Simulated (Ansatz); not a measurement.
**Ligand exchange: C5H9Br + C2H6OSi → C5H10O + C2H5BrSi**

Gas-phase species: C5H9Br (bromocyclopentane) `BrC1CCCC1`, singlet; C2H6OSi `C=C[SiH2]O`, singlet; C5H10O (cyclopentanol) `OC1CCCC1`, singlet; C2H5BrSi `C=C[SiH2]Br`, singlet. The partners trade Br for OH: C–Br and Si–OH bonds give way to C–OH and Si–Br.

Shapes, held fixed at every level: PBE0-D4/def2-TZVP. Flexible molecules stand in one conformer, not always the lowest. Programs: Ansatz 0.2.0. The zero-point and thermal change to 298 K, harmonic and unscaled (PBE0-D4/def2-TZVP), is +2.2 kJ/mol.

```tsv
level	kind	ΔH(298 K) (kJ/mol)	less CCSD(T)/def2-TZVPP
PBE-D4/def2-TZVPP	GGA	+20.8	-12.4
r2SCAN-D4/def2-TZVPP	meta-GGA	+25.7	-7.5
BHLYP-D4/def2-TZVPP	global hybrid	+28.6	-4.6
B2PLYP/def2-TZVPP	double hybrid	+32.2	-1.0
MP2/def2-SVP	perturbation theory	+15.6	-17.6
MP2/def2-TZVPP	perturbation theory	+38.8	+5.6
CCSD/def2-SVP	coupled cluster or CI	+9.1	-24.1
CCSD(T)/def2-TZVPP	coupled cluster or CI	+33.2	0.0
```

The highest level, CCSD(T)/def2-TZVPP, gives ΔH(298 K) = +33.2 kJ/mol; the levels span +9.1 to +38.8. The column of differences is taken from that level and isn't an error. No measured value is set beside it here. Relativity is left out for Br. Outer-core shells of Br are correlated, in sets that cover them unevenly.

The exchange is endothermic at every level, so the hydroxyl group favours silicon and bromine is better left on carbon. Both elements bind oxygen more strongly than bromine, but the preference is greater for silicon. Its low electronegativity makes the Si–O bond strongly polar, and oxygen lone pairs can delocalise into antibonding orbitals at silicon, a stabilisation that the larger, more diffuse lone pairs of bromine provide less effectively. Forming C–O therefore doesn't repay the loss of Si–O.

The sign is secure across these levels, but the magnitude is sensitive to the basis. MP2 rises from +15.6 to +38.8 kJ/mol between the two sets, probably in part because the compact set lacks the polarisation flexibility the Si–O bond needs. The low CCSD value thus seems to reflect mainly its small basis rather than the missing triples. Without a set beyond triple-zeta, the closeness of B2PLYP to CCSD(T) doesn't establish that either is near the basis-set limit.
